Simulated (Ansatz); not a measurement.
# Sb: pressure against volume scale

Periodic Kohn-Sham DFT of a crystal at fixed atoms, scaled to volume_scale times the given cell; pressure positive in compression, energy less spherical unpolarised free atoms, largest_vzz the field gradient of largest size among the nuclei. The results are calculated, by Ansatz 0.2.0.

The cell before it is scaled or strained (space group P6_3/mmc, No. 194):
```
CELL_PARAMETERS angstrom
3.36900 0.00000 0.00000
-1.68450 2.91760 0.00000
0.00000 0.00000 5.33000
ATOMIC_POSITIONS crystal
Sb 0.33333 0.66667 0.25000
Sb 0.66667 0.33333 0.75000
```

Settings of every row: method all-electron PAW; functional LDA; relativity scalar; k mesh 12x12x7; filling fermi-dirac; smearing width 0.03 eV; nucleus gaussian.

Atom start moment: 0 on all atoms.

Limits: field gradient without spin-orbit coupling on heavy atoms; no gap: field gradients move with the k mesh; no spin-orbit coupling on heavy atoms.

| row | volume scale | V (Å³/atom) | pressure (GPa) | largest V_zz (1e21 V/m^2) |
| --- | --- | --- | --- | --- |
| 1 | 0.94 | 24.624 | 3.329 | 2.217 |
| 2 | 0.96 | 25.148 | 1.619 | 2.417 |
| 3 | 0.98 | 25.671 | ? | ? |
| 4 | 0.99 | 25.933 | -0.657 | 2.593 |
| 5 | 1 | 26.196 | -1.341 | 2.622 |
| 6 | 1.01 | 26.457 | -1.99 | 2.644 |
| 7 | 1.02 | 26.719 | -2.605 | 2.661 |
| 8 | 1.04 | 27.243 | -3.737 | 2.69 |
| 9 | 1.06 | 27.767 | -4.746 | 2.725 |

Question: what pressure should row 3 give?

Worked fit of pressure. Take u = (V_r/V)^(2/3) − 1 with V_r = 26.327 Å³ an atom, which is twice the finite (Eulerian) strain; such expansions in the strain, on which the Birch-Murnaghan equation of state is built, carry the rest volume and the bulk modulus. The shown rows have u = 0.04559, 0.03102, 0.0101, 0.00333, -0.00328, -0.0098, -0.02254, -0.03488. Least squares give pressure = −1.6715 + 97.907 × u + 270.7 × u² − 269 × u³ GPa; a parabola predicts inner rows, each left out in turn, worse (root mean square 0.0044 against 0.0017 GPa). The rows lie off it by 0.000, 0.001, -0.002, 0.001, 0.000, 0.000, 0.001, 0.000. The pressure vanishes at u = 0.0163, or V = 25.69 Å³ an atom, and there the bulk modulus at fixed shape and fractions is B = −V dP/dV = (2/3)(1 + u) dP/du = 72.2 GPa. Letting shape and atoms relax would as a rule lower it, by much in layered, chain or molecular crystals. The withheld row has u = 0.01696, so the fit gives −1.6715 + 97.907 × (0.01696) + 270.7 × (0.01696)² − 269 × (0.01696)³ = 0.066 GPa.

The calculation gave 0.064 GPa. The fit lies 0.002 GPa (3.1 % of the value, 0.025 % of the column's range) above it; its largest miss of a shown row is 0.002 GPa.

The other values of row 3: largest V_zz 2.551 1e21 V/m^2.
